Working notes: Green function and tunnelling density of states of a spin-incoherent wire in a magnetic field

1. Premises and conventions

I take one subband of electrons at linear density n, repelling so strongly that they keep their order along the wire. My premises are these.

(P1) The Hamiltonian separates as H = Hc + Hs. Hc moves the ordered charges, which I describe as impenetrable spinless bosons b(x). Hs = J Σ S_l·S_(l+1) + Σ E_(σ_l) acts on the spin carried by the l-th electron in the row. The Zeeman levels are E↑ = −EZ/2 and E↓ = +EZ/2, with EZ = |g|μB·B, so ↑ is the majority direction whatever the sign of g. For the Hubbard chain at U → ∞ this is the factorisation of Ogata and Shiba (1990).

(P2) J ≪ kT ≪ EF and EZ ≪ EF, with EF = ħ²(πn)²/2m the Fermi energy of spinless fermions at density n. The ratio EZ/kT is free.

(P3) The charges form a Luttinger liquid, Hc = (ħv/2π) ∫dx [K(∂φ)² + (∂θ)²/K], with b ∝ e^(iφ) and the number of electrons to the left of x given by N<(x) = nx + θ(x)/π up to a constant. K = 1 is the free spinless Fermi gas. In the two-component notation θ = √2·θρ, so K = 2Kρ. The short-distance cutoff is a, and E0 = ħv/a is of order EF.

The zero-field problem was solved by Cheianov and Zvonarev (2004) and by Fiete and Balents (2004). I redo it with the field on. With imaginary time τ > 0 I define the addition and removal functions

G⁺σ(x,τ) = ⟨ψσ(x,τ) ψσ†(0,0)⟩, G⁻σ(x,τ) = ⟨ψσ†(x,τ) ψσ(0,0)⟩.

2. The spin average

I write basis states with creation operators ordered from left to right. Creating an electron at x means carrying its operator past the N<(x) operators to its left, and inserting a site into the spin row at that place:

ψσ†(x) = b†(x) (−1)^N<(x) Z†σ[N<(x)]. (1)

Z†σ[l] inserts a spin σ after site l. Times of interest obey τ ≤ ħ/kT, so Jτ/ħ ≪ 1 and the exchange does nothing during the propagation. The Zeeman term commutes with everything except the insertion. Since J ≪ kT, the spin density matrix is a product of one-site matrices diag(p↑, p↓),

pσ = e^(−Eσ/kT)/Z1, Z1 = 2cosh(EZ/2kT), p↑ = 1/(1 + e^(−EZ/kT)). (2)

Let m = N<(x,τ) − N<(0,0) count the other electrons that change sides, that is, the number of places by which the removal slot differs from the insertion slot. For addition, I insert σ at one slot and remove a σ from a slot |m| places away. The trace needs the final row to equal the initial one. The |m| spins in between are each shifted by one site, so the first must equal the inserted σ, the second must equal the first, and so on. All |m| are σ, with probability pσ^|m|. For removal, the electron taken out must itself be σ, which gives pσ^(|m|+1). The sign from (1) is (−1)^m in both cases. Dropping the index σ on p,

G⁺ = Σ_m (−p)^|m| B⁺(m), G⁻ = p Σ_m (−p)^|m| B⁻(m), (3)

where B±(m) is the boson correlator restricted to histories with the given m. At B = 0 the weight is 2^(−|m|)(−1)^m.

The origin of energy needs care. Tracing out the spins multiplies the weight of each electron by Z1, so the charge sector sits at chemical potential μc = μ + kT ln Z1. The threshold for a spin-σ electron is μc + Eσ, which lies at

μc + Eσ − μ = kT·Lσ, Lσ = ln(1/pσ). (4)

I measure the energy ε from this threshold. The extra factor p in G⁻ is then detailed balance at the threshold, e^(−kT·L/kT) = p, which is a first consistency test of the counting.

To remove the absolute value I sum the two geometric series:

w(q) = Σ_m (−p)^|m| e^(−iqm) = (1 − p²)/(1 + 2p cos q + p²), (−p)^|m| = ∫_(−π)^(π) (dq/2π) w(q) e^(iqm). (5)

So G⁺ = ∫(dq/2π) w(q) ⟨b e^(iqN<)(x,τ) e^(−iqN<) b†(0,0)⟩ over one period.

3. The charge correlator

Because N< is an integer, e^(iqN<) is periodic in q. Its long-wavelength form is therefore a sum over harmonics q + 2πj of exp[i(q + 2πj)(nx + θ/π)]. As w is periodic too, the sum over j simply extends the q integral to the whole real line. Each harmonic carries an amplitude A(q) set by short-distance physics. I call the choice A = constant, with one cutoff a, the Gaussian model. The exponents below do not depend on it. Amplitudes and constant phases do.

For kT → 0 in the charge sector each mode k is an oscillator of frequency v|k| with half its zero-point energy in the θ term: (ħv/2πK) k² ⟨|θk|²⟩ = ħv|k|/4, so ⟨|θk|²⟩ = πK/(2|k|). Then

⟨[θ(x,τ) − θ(0,0)]²⟩ = K ∫_0^∞ (dk/k) e^(−ak) (1 − e^(−vkτ) cos kx) = (K/2) ln{[(a + vτ)² + x²]/a²} → K ln(r/a),

with r = √(x² + v²τ²) ≫ a. The same steps give (1/K) ln(r/a) for φ. The variance of m is

s² = (K/π²) ln(r/a). (6)

The θ–φ cross term is unchanged by the rescaling θ → √K θ, φ → φ/√K, so it has its K = 1 value, and it is linear in q in the exponent. I fix it with free fermions. The harmonic q = π is the right mover, whose addition function is ∫_0^∞ (dk/2π) e^(ikx − vkτ) = 1/[2π(vτ − ix)] = e^(iχ)/(2πr), with χ = arctan(x/vτ). The cross term is thus e^(iqχ/π). For removal the right mover comes with e^(−iπnx), the harmonic q = −π, and the same 1/(vτ − ix), so the cross term is e^(−iqχ/π). Both act as shifts of the mean of m:

N± = nx ± χ/π. (7)

With ⟨e^(iX)⟩ = e^(−⟨X²⟩/2) for Gaussian X I arrive at the master formula

G⁺ = C (a/r)^(1/2K) ∫_(−∞)^(∞) (dq/2π) w(q) exp(iqN⁺ − q²s²/2), (8)

and G⁻ is p times the same expression with N⁻. C is a constant of order n. Inserting the series (5) and doing the Gaussian integrals gives the equivalent form

G⁺ = C (a/r)^(1/2K) Σ_m (−p)^|m| exp[−(m − N⁺)²/2s²]/√(2πs²), (9)

which is the average of (−p)^|m| over a normal distribution sampled at the integers.

4. Large distance

Take x > 0 and N = N± large. The exponent in (8) has its saddle at q = iN/s², so I push the contour upward. The denominator of w factorises as (1 + p e^(iq))(1 + p e^(−iq)). In the upper half plane it vanishes where e^(iq) = −p, at q_j = (2j + 1)π + iL. There the first factor equals 1 − p² and the second has derivative −ip e^(−iq) = i, so w ≈ 1/[i(q − q_j)]. Each pole that the contour crosses contributes 2πi × (1/i)/(2π) = 1 times the exponential. The two nearest poles are q = ±π + iL, with q² = π² − L² ± 2πiL. Their sum is

2 exp[−LN − (π² − L²)s²/2] cos(πN − πL s²).

The cosine has a plain reading. The weight p^m favours histories with fewer electrons passed and lowers the mean of m from N to N − Ls². With (6),

G⁺ ≈ 2C e^(−LN⁺) (a/r)^η cos[πN⁺ − (KL/π) ln(r/a)], (10)

η = 1/(2K) + (K/2)(1 − L²/π²). (11)

Two terms are dropped. The poles at ±3π + iL are smaller by e^(−4π²s²) = (a/r)^(4K). The integral along the shifted line is of order e^(−N²/2s²), and its ratio to the pole term is of order exp{−[(N − Ls²)² − π²s⁴]/2s²}. This is small once N exceeds (π + L)s² by a margin, which is the condition for (10).

At equal times χ = π/2 and N± = nx ± 1/2. Then e^(−LN⁺) = √p·e^(−Lnx), p·e^(−LN⁻) is the same number, and the cosines become ∓ sines:

G⁻(x,0) = −G⁺(x,0) ≈ 2C √p e^(−nL|x|) (a/|x|)^η sin[πn|x| − (KL/π) ln(|x|/a)]. (12)

The relation G⁻ = −G⁺ is what anticommutation and reflection symmetry demand at x ≠ 0. It holds only because the extra p of (3) and the shifts (7) fit together, which is a second test. At p → 1, (12) is the spinless Luttinger liquid, and at K = 1 it has the form sin(πnx)/x of free fermions. At B = 0 the decay is exp(−n|x| ln 2). The wavevector πn, which is twice the Fermi wavevector πn/2 of the free unpolarised gas, does not depend on spin or field. The field enters the decay rate nLσ, the exponent ησ and the logarithmic phase, and all three differ between the spin directions. A q-dependent A(q) multiplies the two pole terms by complex-conjugate constants, so it changes the amplitude and adds a constant phase.

5. An exact case for comparison

For the Hubbard chain at U = ∞ the charges are free lattice fermions c_j at filling n, with c†_j = b†_j(−1)^N<, and the equal-time form of (3) is G⁻(x,0) = p⟨c†_x Π_(j=1..x−1) [1 + (p − 1)n_j] c_0⟩. Wick's theorem turns the average into (−1)^(x−1) det T/(p − 1), where T is the x × x Toeplitz matrix T_ij = δ_(i+1,j) + (p − 1)⟨c†_(i+1) c_j⟩ with i, j = 0 … x − 1. Its symbol is e^(ik) times a step function that equals p for |k| < πn and 1 outside. The mean of the logarithm of the step function is −nL, which gives the decay e^(−nLx). The two jumps have Fisher–Hartwig parameters ±β with β = iL/2π. The winding factor e^(ik) must be absorbed by shifting one of them by 1, in either of two ways, and the power of x is −(β1² + β2²) = −(1 ± 2β + 2β²) = −[1 − L²/2π²] ∓ iL/π. The real part is (11) at K = 1 and the imaginary part is the logarithmic phase of (12).

6. Tunnelling density of states

At x = 0 one has χ = 0, N± = 0 and r = vτ. With u = q/π and τ0 = a/v = ħ/E0, (8) becomes a superposition of pure powers,

G⁺(0,τ) = C ∫_0^∞ du w(πu) (τ0/τ)^α(u), α(u) = 1/(2K) + K u²/2.

The addition density of states per length is defined by G⁺(0,τ) = ∫_0^∞ dε ρ⁺(ε) e^(−ετ/ħ). Each power inverts through ∫_0^∞ dε ε^(α−1) e^(−ετ/ħ) = Γ(α)(ħ/τ)^α. With ℓ = ln(E0/ε),

ρ⁺σ(ε) = (C/E0) (ε/E0)^(1/2K − 1) S(pσ, ℓ), ρ⁻σ(ε) = pσ ρ⁺σ(ε), (13)

S(p, ℓ) = ∫_0^∞ du w(πu) e^(−Kℓu²/2)/Γ(α(u)). (14)

For large ℓ the Gaussian confines u to ⟨u²⟩ = 1/(Kℓ). I expand w(πu) = w(0)[1 + π²p u²/(1 + p)² + …] with w(0) = (1 − p)/(1 + p), and 1/Γ(α) = [1 − ψ(1/2K) K u²/2 + …]/Γ(1/2K), with ψ the digamma function. Using ∫_0^∞ du e^(−Kℓu²/2) = √(π/2Kℓ),

S ≈ [(1 − p)/(1 + p)] √(π/2Kℓ) [1 + c/ℓ]/Γ(1/2K), c = π²p/[K(1 + p)²] − ψ(1/2K)/2. (15)

The leading result is therefore

ρ⁺σ(ε) ∝ [(1 − pσ)/(1 + pσ)] ε^(1/(4Kρ) − 1)/√ln(E0/ε), (16)

since 1/2K = 1/4Kρ. In (9) this is the limit in which the normal distribution is flat over the few values of m that matter, its height is 1/√(2πs²), and Σ(−p)^|m| = (1 − p)/(1 + p). The power comes from φ alone, because confining m to a few values removes the θ contribution K/2 that a spinless fermion would have and leaves only the factor 1/√ℓ. For Kρ > 1/4 the exponent is negative, and it is −1/2 at U = ∞. The field does not change the exponent in (16). It changes the amplitude, which is 1/3 at B = 0, tends to 1 for the minority spin and tends to 0 for the majority spin. The ratio of removal to addition is pσ at every ℓ, which is 1 : 2 at B = 0. That ratio does not rely on the Gaussian model, since an operator and its conjugate share the same |A(q)|².

7. Crossover to the polarised wire

As p → 1, w(q) collapses onto peaks at q = ±π, ±3π, … Each has unit weight under dq/2π, because the mean of w over a period is the m = 0 coefficient in (5). The peak at u = 1 has weight 2 under du and gives S ≈ 2e^(−Kℓ/2)/Γ(1/2K + K/2). Then ρ ∝ ε^((K + 1/K)/2 − 1), the spinless Luttinger law. The term (15) competes with weight (1 − p)/2 ≈ e^(−EZ/kT)/2. Equating the two and dropping factors of √ℓ and order one gives Kℓ/2 ≈ EZ/kT, so

ε* ~ E0 exp(−2EZ/(K·kT)). (17)

For the majority spin with EZ well above kT, the polarised law holds above ε* and (16) below it. Once ε* falls under kT the incoherent law is not seen in that spin channel. The minority spin has p → 0, w → 1, and keeps the form (16), shifted to its threshold (4), about EZ above μ.

8. Range of validity

Temperature in the charge sector. I used ground-state charge correlators. At finite T conformal mapping replaces vτ by ξ sin(vτ/ξ) and x by ξ sinh(x/ξ), with ξ = ħv/(πkT). So (13) to (16) need kT ≪ ε ≪ E0. The condition ε ≫ J follows from this and is not sufficient by itself. For ε below kT the time is cut off at about ħ/kT and ρ saturates at a value ∝ T^(1/2K − 1)/√ln(E0/kT). The power law in (12) needs x ≪ ξ, and beyond ξ the decay rate becomes nL + η/ξ.

Finite exchange. I write J S·S = (J/2)(P − 1/2), with P the transposition of two neighbours, and expand the spin density matrix to first order in J/kT. The operator averaged in section 2 is a cyclic permutation of the m spins and the inserted σ. A permutation cycle that contains the inserted spin and k others has average p^k. Multiplying by P on a bond inside the string splits off one site as a fixed point, of average 1, and leaves p^(m−1). The disconnected average is ⟨P⟩ = p² + (1 − p)². Each inner bond thus multiplies the weight by 1 − (J/2kT)[1/p − p² − (1 − p)²], and

δL = (J/2kT)[1/p − p² − (1 − p)²], (18)

with p still given by (2). At B = 0 this is 3J/4kT, and it vanishes at p = 1, as it must for a polarised row.

Cutoff and slow logarithms. Equation (16) needs ℓ ≫ c, and c contains π²/K. The constant inside the logarithm is not fixed by (P3). To see its size I use the number variance of free spinless fermions on an interval x, which is [ln(πnx) + 1 + γ + ln 2]/π² at large x, with γ Euler's constant. The additive constant is 2.27, so ℓ is uncertain by about 2 when E0 is known only to be of order EF. The Gaussian model also has an internal alarm. The sampled distribution in (9) sums at N = 0 to 1 + 2e^(−2π²s²) + …, not to 1, and the excess 2e^(−2Kℓ), with ln(vτ/a) read as ℓ, measures how much the result leans on harmonics whose amplitudes I do not control.

The remaining conditions are a single subband, no valley degeneracy, a clean wire, tunnelling far from the ends, and screening of the Coulomb tail so that K is a constant.

9. Numbers for a GaAs wire

Typical GaAs parameters: m = 0.067 mₑ, relative permittivity 12.9, |g| = 0.44. Assumed for the wire: n = 0.02 nm⁻¹, K = 0.6 (Kρ = 0.3), J = 5 µeV, T = 0.5 K, and B = 2 T along the wire. I do not compute K or J.

The scales are EF = 2.24 meV, kT = 0.0431 meV and EZ = 0.0509 meV, so EZ/kT = 1.182 and J/kT = 0.12. The effective Bohr radius is 10.2 nm, so n·aB = 0.20. The magnetic length is 18 nm, and I assume a wire narrower than that so that orbital effects can be left out. Galilean invariance fixes v: a uniform flow with velocity ħ∂φ/m has energy density nħ²(∂φ)²/2m, which must equal (ħvK/2π)(∂φ)², so vK = πħn/m. This gives ħv = 119 meV nm and ξ = 880 nm. The oscillation in (12) has wavelength 2/n = 100 nm.

Columns: p, L, decay length 1/(nL), η, phase coefficient KL/π.

B = 0, either spin: 0.5, 0.693, 72 nm, 1.12, 0.132
B = 2 T, ↑: 0.765, 0.267, 187 nm, 1.13, 0.051
B = 2 T, ↓: 0.235, 1.450, 34 nm, 1.07, 0.277

The field splits the decay length by a factor L↓/L↑ = 5.4, while η barely moves. The majority function survives for almost two wavelengths and the minority function for a third of one. The corrections are not negligible. Equation (18) gives δL↑ = 0.039 and δL↓ = 0.21, each a fraction 0.14 of L, so both lengths shorten by about that fraction and their ratio hardly changes at this order. Beyond ξ the thermal term η/ξ adds a fraction 0.24 to the majority decay rate.

For the density of states the thresholds (4) lie 0.012 meV (↑) and 0.062 meV (↓) above μ. The exponent in (16) is −0.167 and the polarised one is +0.133. I look at ε = 0.3 meV, which is 7.0 kT. With E0 = EF this is ℓ = 2.0, and the cutoff uncertainty of about 2 could make it 4. I evaluate (14) at ℓ = 2 and ℓ = 4. Three decimals are kept so that the ratios can be followed; they are values of the integral and no claim of physical accuracy.

ℓ = 2: S↑ = 1.159, S↓ = 1.131
ℓ = 4: S↑ = 0.673, S↓ = 0.742

The leading term of (15), without c/ℓ, gives 0.095 and 0.44 at ℓ = 4, far below the integral. The reason is c↑ = 4.5 and c↓ = 3.0: the first correction for the majority spin drops to a tenth only at ℓ = 45, while ln(EF/kT) is 4.0. At equal ε from the respective thresholds, the addition ratio ρ⁺↑/ρ⁺↓ is 1.0 at ℓ = 2 and 0.9 at ℓ = 4, against the asymptotic (0.133/0.620) = 0.21. The removal ratio carries the factor p↑/p↓ = 3.26 and is 3.3 and 3.0, against the asymptotic 0.70. The physics is visible in (9): s² = Kℓ/π² is only 0.12 and 0.24, so the term m = 0 dominates and the added electron rarely samples the spin of a neighbour.

The logarithm also rivals the power. The local slope d ln ρ/d ln ε of (16) is 1/2K − 1 + 1/2ℓ, which changes sign at ℓ = 3 for this K. The mean slope of (13) between ℓ = 2 and ℓ = 4, −1/6 + ½ ln[S(2)/S(4)], is +0.11 for ↑ and +0.04 for ↓. The normalisation excess is 0.18 at ℓ = 2 and 0.016 at ℓ = 4. An error of that size at ℓ = 2 moves a slope taken over two units of ℓ by up to about 0.1, so I read these slopes only as a nearly flat density of states, with no visible peak at K = 0.6 in the available window.

All these numbers are the model's, resting on the assumed K and J. It is typical of gated GaAs wires that J grows exponentially with density and with width. A wire as wide as the 50 nm electron spacing, or several times denser, would typically have J above this kT, and premise (P2) would then fail outright. Within the premises, the statements that do not depend on the cutoff are the spin-dependent decay lengths of 187 nm and 34 nm (to about 14 per cent from J), the common wavelength of 100 nm, and the removal-to-addition ratios 0.765 and 0.235 for the two spin directions.